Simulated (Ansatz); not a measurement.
# A series in volume scale on CdS

All results are calculated (Ansatz 0.2.0). Free energy against uniform scaling of the volume at fixed shape and fractions; periodic cell, basis, potentials, k mesh and filling as listed.

The cell before it is scaled or strained (space group F-43m, No. 216):
```
CdS
1.0
      0.0000     2.9262     2.9262
      2.9262     0.0000     2.9262
      2.9262     2.9262     0.0000
Cd S
1 1
Direct
  0.00000 0.00000 0.00000
  0.25000 0.25000 0.25000
```

Settings of every row: functional PBE; dispersion none; potentials PAW; wave cutoff 489.8 eV; density cutoff 1959.2 eV; k mesh 6x6x6; k shift 0x0x0; occupations fixed; smearing width 0 eV; spin none.

```
row  volume scale  V (Å³/atom)  energy above lowest point (meV/atom)
  1        0.9406       23.568                                  46.2
  2        0.9703       24.312                                     ?
  3             1       25.056                                   6.1
  4        1.0297         25.8                                     0
  5        1.0594       26.544                                   1.3
```

Question: what energy above lowest point should row 2 give?

Worked fit of energy above lowest point. Take u = (V_r/V)^(2/3) − 1 with V_r = 25.428 Å³ an atom, which is twice the finite (Eulerian) strain; such expansions in the strain, on which the Birch-Murnaghan equation of state is built, carry the rest volume and the bulk modulus. The shown rows have u = 0.05194, 0.00987, -0.00964, -0.02823. Least squares give energy above lowest point = 2.03 + 315.5 × u + 10297 × u² meV/atom; a straight line predicts inner rows, each left out in turn, worse (root mean square 10 against 0.12 meV/atom). The rows lie off it by 0.0, 0.0, 0.1, 0.0. Its lowest point lies at u = -0.0153, or V = 26.02 Å³ an atom, and the curvature there gives the bulk modulus at fixed shape and fractions, B = (4/9)(1 + u)² E″(u)/V = 54.6 GPa. The withheld row has u = 0.03037, so the fit gives 2.03 + 315.5 × (0.03037) + 10297 × (0.03037)² = 21.1 meV/atom.

The calculation gave 21 meV/atom. The fit lies 0.1 meV/atom (0.22 % of the column's range) above it, one unit of the last digit.
